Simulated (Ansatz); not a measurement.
Fe: absolute spin moment and pressure against volume per atom

All results are calculated (Ansatz 0.2 development). All-electron LAPW DFT of a crystal on the k mesh given, cartesian forces, stress positive in compression, open shells may miss their lowest state, collinear spin from typed starts, lowest end of the runs made.

Cell of the first row (space group Im-3m, No. 229):
```
Fe
1.0
     -1.3717     1.3717     1.3717
      1.3717    -1.3717     1.3717
      1.3717     1.3717    -1.3717
Fe
1
Direct
  0.00000 0.00000 0.00000
```

Settings of every row: k mesh 24x24x24; k shift 0x0x0; occupations Fermi-Dirac; smearing width 0.061225619 eV; functional PBE; relativity scalar, some core shells by Dirac; nucleus point; basis error target 0.025 meV/atom; hardware server CPU, model not recorded, shared host; command ansatz run INPUT --backend cpu --pin off --threads 1.

Atom:
```
element  start moment (Bohr magneton)
     Fe                           2.5
```

Limits: with one magnetic atom in the cell only parallel moments are possible.

```
row  volume per atom (Å³)  absolute spin moment (Bohr magneton per cell)  pressure (GPa)  total spin moment (Bohr magneton per cell)
  1                10.324                                            2.1           23.06                                        2.02
  2                10.664                                           2.15           13.77                                        2.05
  3                11.004                                           2.21            6.12                                         2.1
  4                11.685                                              ?               ?                                           ?
  5                12.025                                           2.39           -9.69                                        2.26
```

Question: what absolute spin moment and pressure should row 4 give?

Worked fit of absolute spin moment. Take t = volume per atom − 11, in Å³. The shown rows have t = -0.676, -0.336, 0.004, 1.025. Their means are 0.00425 and 2.212 Bohr magneton per cell; the sums about the means are S_tt = 1.62 and S_ty = 0.279, whose ratio is the slope. Least squares give absolute spin moment = 2.212 + 0.1722 × t Bohr magneton per cell. All shown rows lie on it to the printed digit. The withheld row has t = 0.685, so the fit gives 2.212 + 0.1722 × (0.685) = 2.33 Bohr magneton per cell.

The calculation gave 2.33 Bohr magneton per cell. The fit meets it to the printed digit.

Worked fit of pressure. Take u = (V_r/V)^(2/3) − 1 with V_r = 10.834 Å³ an atom, which is twice the finite (Eulerian) strain; such expansions in the strain, on which the Birch-Murnaghan equation of state is built, carry the rest volume and the bulk modulus. The shown rows have u = 0.03267, 0.0106, -0.01033, -0.06717. Least squares give pressure = 9.773 + 368.14 × u + 1167.6 × u² GPa; a straight line predicts inner rows, each left out in turn, worse (root mean square 1.7 against 0.073 GPa). The rows lie off it by 0.01, -0.04, 0.03, 0.00. The pressure vanishes at u = -0.0293, or V = 11.33 Å³ an atom, and there the bulk modulus at fixed shape and fractions is B = −V dP/dV = (2/3)(1 + u) dP/du = 194 GPa. The withheld row has u = -0.04916, so the fit gives 9.773 + 368.14 × (-0.04916) + 1167.6 × (-0.04916)² = -5.50 GPa.

The calculation gave -5.3 GPa. The fit lies 0.20 GPa (3.8 % of the value, 0.61 % of the column's range) below it; its largest miss of a shown row is 0.04 GPa.

The other values of row 4: total spin moment 2.21 Bohr magneton per cell.
